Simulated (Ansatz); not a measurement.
## Swapping OH for F on Sn: the atomisation energy

Gas-phase molecules. On one Sn centre, n of the OH ligands are replaced by F. The atomisation energy (no zero-point term) y in kJ/mol at CCSD(T)/def2-TZVPP. Shapes: PBE0-D4/def2-TZVP. Flexible molecules stand in one conformer, not always the lowest. Programs: Ansatz 0.2.0.

| molecule | n | y (kJ/mol) |
| --- | --- | --- |
| Sn(OH)4 | 0 | 3075 |
| Sn(OH)3F | 1 | ? |
| Sn(OH)2F2 | 2 | 2378 |
| Sn(OH)F3 | 3 | 2022 |
| SnF4 | 4 | 1662 |

Problem. Fit y = c + s·n to the known rows and predict Sn(OH)3F.

Solution. 
1. Means of the 4 rows: n = 2.25000, y = 2284.2.
2. Σ(Δn)² = 8.75, Σ(Δn·Δy) = -3088.2, so the slope is -3088.2/8.75 = -352.94.
3. Intercept: 2284.2 − (-352.94) × 2.25000 = 3078.3. The largest residual of the fit is 5.5.
4. Sn(OH)3F: 3078.3 + (-352.94) × 1 = 2725 kJ/mol.

The run gave 2728 kJ/mol, so the prediction is off by -3 kJ/mol, within the largest residual. The steps per swap are -347, -350, -356, -360 kJ/mol. The slope is the difference between a Sn–F and a Sn–OH bond with the ligands’ own bonds. Other levels give for Sn(OH)3F: HF/def2-SVP 1668; HF/def2-TZVPP 1754; BHLYP-D4/def2-TZVPP 2598 kJ/mol. Coupled cluster in double- or triple-zeta sets underbinds by a few per cent against its basis-set limit. For atoms past krypton def2 sets carry core potentials with scalar relativity. Outer-core shells of Sn are correlated, in sets that cover them unevenly.

Each replacement of OH by F lowers the atomisation energy by nearly the same amount, but this doesn't mean that fluorine binds tin more weakly. Every swap also removes a strong O–H bond, which has no counterpart in a fluoride ligand. The Sn–F bond, strongly polar and largely ionic, is normally stronger than Sn–OH, and so recovers part of that loss.

The near-constant decrement shows that the bond energies are close to additive. The steps do grow steadily, from -347 to -360 kJ/mol, so the mixed molecules lie slightly below the energy interpolated between the two end members. This suggests a weak preference for mixed ligands, perhaps from O–H···F contacts or from stronger donation by OH to a more electron-poor tin centre, though conformer choice could contribute to so small a curvature. The much lower Hartree–Fock values probably reflect mainly the missing correlation of electrons paired on bond formation. None of this ranks the bulk compounds, since solid SnF4 gains further stability from fluoride bridges.
